**Setting.** $N=500$ hard spheres of diameter $\sigma$ in a periodic cube, $\rho=N/V$, packing fraction $\eta=\pi\rho\sigma^3/6=0.3$. Then $\rho\sigma^3=0.573$, $V=873\,\sigma^3$, edge $L=9.56\,\sigma$. Lengths are in $\sigma$, and $\beta=1/k_BT$. $g_N$ is the canonical pair distribution function. $g=1+h$ and $S\equiv S(0)=(\partial\beta p/\partial\rho)^{-1}$ belong to the infinite fluid at the same $\rho$. Wanted: the far tail $g_N(\infty)-1$ and the contact shift $\Delta g_\sigma=g_N(\sigma)-g(\sigma)$.

## 1. Estimate by hand

**Counting.** Sit on one sphere. The box holds $N-1=499$ others. For an ideal gas they are spread evenly, so $g_N=1-1/N$, an offset of $-2\times10^{-3}$.

**Correlation hole.** A hard sphere pushes neighbours away. In an open fluid the net number expelled is $-\rho\int h\,d^3r=1-S$, and they go to the reservoir. In a closed box they stay in the background. The background has lost one particle and regained $1-S$. The net deficit is $S$ out of $N$, so the tail is $-S/N$.

**Size of $S$.** Each pair excludes a ball of eight sphere volumes, shared between two spheres, so $\beta p\approx\rho(1+4\eta)$. Then $1/S\approx1+8\eta=3.4$ and $S\approx0.3$.

**Contact value.** The exclusion balls (radius $\sigma$) of two touching spheres overlap in a lens of volume $5\pi\sigma^3/12$. This volume is returned to the other spheres, so $g(\sigma)\approx1+\rho\cdot5\pi\sigma^3/12=1+5\eta/2=1.75\approx2$. Assume that the whole of $g$ is scaled by the background factor $1-S/N$.

**Hand results.** Tail $\approx-0.3/500=-6\times10^{-4}$. Contact $\approx-2\times0.3/500=-1.2\times10^{-3}$.

## 2. Careful calculation

### 2.1 Normalisation

With potential energy $U$ and $Z_N=\int e^{-\beta U}d\mathbf r^N$,
$$\rho^2 g_N(\mathbf r_{12})=\frac{N(N-1)}{Z_N}\int e^{-\beta U}\,d\mathbf r_3\cdots d\mathbf r_N .$$
The periodic box is translation invariant, so the one-body density is $N/V$. Integration over $\mathbf r_1$ and $\mathbf r_2$ gives $\rho^2V\int_V g_N\,d^3r=N(N-1)$, hence
$$\rho\int_V g_N\,d^3r=N-1,\qquad 1+\rho\int_V(g_N-1)\,d^3r=0. \tag{1}$$
This is exact for any $U$. The infinite fluid has $1+\rho\int h\,d^3r=S>0$. The two statements differ by $S$, of order one, which an offset of order $1/N$ over the whole volume supplies. For hard spheres all allowed configurations have equal weight at fixed energy too, so $g_N$ is the same in constant-energy dynamics.

### 2.2 Expansion in $1/N$

Let $f_N=\rho_N^2g_N(r)$ at fixed $V$, $T$, $r$, and let $f(\rho)=\rho^2g(r;\rho)$. The grand-canonical pair density is the average over $N$: $\langle f_N\rangle=f(\rho)$ with $\rho=\langle N\rangle/V$. Two assumptions enter. The state is single-phase and non-critical. The open periodic system equals the infinite one up to terms that decay exponentially with $L$ (sized in 2.5).

Put $s=\rho S=\partial\rho/\partial(\beta\mu)$, with primes for $\partial/\partial\rho$. The central moments of $N$ are
$$\langle\delta N^2\rangle=Vs,\qquad\langle\delta N^3\rangle=Vss',\qquad\langle\delta N^4\rangle=3V^2s^2+O(V).$$
Write $f_N=f+f_1/V+f_2/V^2+\dots$ as functions of $N/V$, expand about $\langle N\rangle$ with $\partial/\partial N=V^{-1}\partial/\partial\rho$, and collect powers of $1/V$:

- Order $V^{-1}$: $f_1+\tfrac12sf''=0$.
- Order $V^{-2}$: $f_2+\tfrac12sf_1''+\tfrac16ss'f'''+\tfrac18s^2f''''=0$.

Insert $f_1''=-\tfrac12(s''f''+2s'f'''+sf'''')$:
$$f_1=-\tfrac12sf'',\qquad f_2=\tfrac14ss''f''+\tfrac13ss'f'''+\tfrac18s^2f''''. \tag{2}$$
Divide by $\rho^2$ and use $s/(V\rho^2)=S/N$:
$$g_N(r)=g(r)-\frac{S}{2N}\,\frac{\partial^2[\rho^2g(r)]}{\partial\rho^2}+O(N^{-2}). \tag{3}$$
This is the result of Lebowitz and Percus (1961). Where $h$ has decayed, $f=\rho^2$ and $f''=2$, so
$$g_N(\infty)=1-\frac SN+\frac{c_2}{N^2}+\dots,\qquad c_2=\tfrac12ss''. \tag{4}$$

**Consistency with (1).** Since $\rho^2\int h\,d^3r=s-\rho$, the short-range part of (3) integrates to $(S-1)-ss''/2N$. The background (4) integrates to $-S+c_2/N$. The sum is $-1$ at both orders. Equation (3) alone satisfies (1) only up to $O(1/N)$, because an $N^{-2}$ background times $\rho V$ is of that order.

**Pressure.** The virial theorem gives $Z=\beta p/\rho=1+4\eta g(\sigma)$, for the canonical periodic system with $g_N(\sigma)$ averaged over directions. Thus $(\beta p)''=(2\pi\sigma^3/3)[\rho^2g(\sigma)]''$, and with $S=1/(\beta p)'$ eq. (3) gives
$$\Delta Z=4\eta\,\Delta g_\sigma=-\frac{\rho}{2N}\frac{p''}{p'}=\frac{1}{2N}\frac{\partial\ln S}{\partial\ln\rho}. \tag{5}$$
Tail and contact shift both follow from the equation of state alone.

### 2.3 Exact test on hard rods

Take $N$ rods of length $\sigma$ on a ring of length $\ell$, with $\eta=N\sigma/\ell$ and free length $\ell_f=\ell-N\sigma$. The partition function is proportional to $\ell\,\ell_f^{\,N-1}$, so $\beta p_N=1/\ell+(N-1)/\ell_f$. The infinite system has $\beta p=\rho/(1-\eta)$ and $S=(1-\eta)^2$. Subtraction gives $\Delta Z=-\eta/[N(1-\eta)]$ exactly. The last two forms of (5), which are (2) applied to $\beta p$, give the same, and $f_2$ with $f\to\beta p$ vanishes identically.

For the tail, the $k$-th neighbour lies at $x=k\sigma+\ell_fu$ with $u$ Beta-distributed, parameters $(k,N-k)$. With $u_k=(x-k\sigma)/\ell_f$,
$$g_N(x)=\frac{\ell}{\ell_f}\,\frac{N-1}{N}\sum_{k}\binom{N-2}{k-1}u_k^{\,k-1}(1-u_k)^{N-k-1},$$
summed over $1\le k\le N-1$ with $0<u_k<1$. For $N=60$, $\eta=0.3$, $x=\ell/2$ the sum gives $g_N-1=-8.212\times10^{-3}$. Eq. (4) has $S=0.49$ and $c_2=-0.162$, and gives $-8.212\times10^{-3}$.

### 2.4 Numbers for the spheres

The input is the Carnahan–Starling (CS) approximation, $g(\sigma)=(1-\eta/2)/(1-\eta)^3$. Second derivatives of $\rho^2g$ in $\rho$ and of $\eta^2g$ in $\eta$ are equal. Differentiation of $\eta Z$ and $\eta^2g(\sigma)$ gives
$$S=\frac{(1-\eta)^4}{D},\quad D=1+4\eta+4\eta^2-4\eta^3+\eta^4,\quad f''=\frac{d^2[\eta^2g(\sigma)]}{d\eta^2}=\frac{2+5\eta-\eta^2}{(1-\eta)^5}. \tag{6}$$
At $\eta=0.3$, intermediates carrying a guard digit:

- $S=0.2401/2.4601=0.0976$, $1/S=10.25$.
- $g(\sigma)=2.478$, $Z=3.974$.
- $f''=3.41/0.16807=20.29$.
- Suppressed fluctuation: $\langle\delta N^2\rangle=NS=48.8$, that is $7.0$ particles or $1.4\,\%$ in density.

Results of the CS model for $N=500$:
$$g_N(\infty)-1=-1.95\times10^{-4},\qquad\Delta g_\sigma=-1.98\times10^{-3},\qquad\Delta Z=-2.38\times10^{-3}.$$
The relative shifts of $g(\sigma)$ and $Z$ are $-8.0\times10^{-4}$ and $-6.0\times10^{-4}$.

### 2.5 Neglected terms

**Order $N^{-2}$.** $c_2=0.0025$, so $c_2/N^2=1.0\times10^{-8}$, a fraction $5\times10^{-5}$ of the tail. At contact, (2) gives $f_2/(Vf_1)=5\times10^{-5}$. Both are negligible.

**Equation of state.** CS has $Z=1+\sum_{n\ge1}(n^2+3n)\eta^n$, with 18 as coefficient of $\eta^3$. Take the approximate hard-sphere value 18.36 as an alternative input. It adds $0.039$ to $(\eta Z)'=10.25$ and $0.39$ to $(\eta Z)''=81.2$. The tail shrinks by $0.4\,\%$ and the contact shift grows by $0.1\,\%$. An equal change in the coefficient of $\eta^4$ would add only $0.015$ to $(\eta Z)'$. The third figure of the tail is uncertain by about one unit.

**Undecayed correlations and images.** This term rivals the tail. The Percus–Yevick solution (Wertheim 1963) has
$$\int_0^\infty r g(r)e^{-tr}dr=\frac{t\,\mathcal L(t)}{12\eta\,[\mathcal L(t)+\mathcal S(t)e^{t}]},$$
$$\mathcal L=12\eta[(1+\tfrac{\eta}{2})t+1+2\eta],\qquad\mathcal S=(1-\eta)^2t^3+6\eta(1-\eta)t^2+18\eta^2t-12\eta(1+2\eta).$$
The leading complex zeros of the bracket at $\eta=0.3$ are $t_0=-1.44\pm6.06\,i$. Twice the modulus of the residue there is $3.3$. Hence $h$ oscillates inside the envelope $3.3\,e^{-1.44r}/r$.

| place | $r/\sigma$ | envelope of $h$ |
|---|---|---|
| face centre, $L/2$ | 4.78 | $7\times10^{-4}$ |
| cube corner, $\sqrt3L/2$ | 8.28 | $3\times10^{-6}$ |
| nearest image of a contact partner, $L-\sigma$ | 8.56 | $2\times10^{-6}$ |

The envelope falls to $1.95\times10^{-4}$ only at $r=5.6\,\sigma$, beyond $L/2$. Inside the inscribed sphere the offset appears as a shifted midline of the oscillation and not as a plateau. Near $L/2$ the second image contributes as much as the first. At the corner eight images are equidistant. In a superposition estimate they add at most $2\times10^{-5}$, a tenth of the offset, so the plateau exists there. At contact the image term is some three orders of magnitude below $\Delta g_\sigma$.

### 2.6 Consequence for truncated integrals

For $R$ beyond the range of $h$, eq. (4) gives
$$1+4\pi\rho\int_0^R(g_N-1)r^2dr\simeq S\left[1-\frac{4\pi R^3}{3V}\right].$$
At $R=L/2$ the volume fraction is $\pi/6=0.524$ for any $N$. The integral drifts from $0.0976$ down to $0.046$, a loss of $0.051$. Superposed is an oscillation from the cut tail of $h$, of amplitude about $24\eta\times3.3\,R\,e^{-1.44R}/|t_0|=0.02$. A larger box removes the oscillation and leaves the drift at $R=L/2$ unchanged.

## 3. Why estimate and calculation differ

| quantity | hand | CS model | ratio of magnitudes |
|---|---|---|---|
| tail | $-6\times10^{-4}$ | $-1.95\times10^{-4}$ | hand/CS $=3.1$ |
| contact | $-1.2\times10^{-3}$ | $-1.98\times10^{-3}$ | CS/hand $=1.65$ |

**Tail.** The form $-S/N$ is correct to leading order. The whole factor lies in $S$. From the CS series, $1/S=1+\sum_n(n+1)(n^2+3n)\eta^n$:

| $n$ | 0 | 1 | 2 | 3 | 4 | 5 | $\ge6$ |
|---|---|---|---|---|---|---|---|
| term | 1 | 2.40 | 2.70 | 1.94 | 1.13 | 0.58 | 0.48 |

The hand estimate keeps the first two terms, $33\,\%$ of the total. The three-body term is the largest. An exclusion ball would hold $8\eta=2.4$ centres at the mean density, so the balls overlap heavily and pairwise counting fails. The density derivative adds the weight $n+1$ on high orders. The estimate was also inconsistent: $g(\sigma)=1+5\eta/2$ put into $Z=1+4\eta g(\sigma)$ yields the $n=2$ term, $1/S=6.1$ and $S=0.16$. That step alone nearly halves the tail.

**Contact.** Expand the derivative in (3), with primes now in $\eta$:
$$\Delta g_\sigma=-\frac{S\,g}{N}\left[1+\frac{2\eta g'}{g}+\frac{\eta^2g''}{2g}\right],\qquad[\dots]=1+2.22+0.88=4.09$$
(terms rounded separately). Uniform scaling keeps only the 1. The ratio CS/hand is then a product of three factors:

- $S$: $0.0976/0.3=0.325$.
- $g(\sigma)$: $2.478/2=1.24$.
- bracket: $4.09$.

The product is $1.65$. The nearness of the hand value comes from cancellation: a factor of three too large in $S$ against a factor of five too small in the rest ($1.24\times4.09=5.1$).

**Physical reading.** An open box samples densities within about $\pm1.4\,\%$. The average of a convex function of density exceeds its value at the mean, and the closed box lacks this excess. Far away the function is $\rho^2$, with curvature 2. At contact it is $\rho^2g(\sigma;\rho)$, with curvature $20.29$, because crowding raises the contact probability steeply. The contact shift is therefore $f''/2=10.1$ times the tail. The correction reshapes $g$ and does not merely rescale it. A division of $g_N$ by its tail value removes only $1/4.09$, or $24\,\%$, of the contact shift.

**Ideal-gas value.** The offset $-1/N$ overstates the tail by $1/S\approx10$, yet it lies close to $\Delta g_\sigma$. From (6),
$$N\Delta g_\sigma=-\frac{2+5\eta-\eta^2}{2(1-\eta)D}=-1+\frac{\eta}{2}+O(\eta^2),$$
which equals $-0.96$, $-0.99$ and $-1.12$ at $\eta=0.15$, $0.3$ and $0.45$ in the CS model. Falling compressibility and rising curvature nearly offset each other in the ratio $p''/p'$ of (5). The value $-1$ is exact only at $\eta\to0$, and no sum rule fixes it at finite density.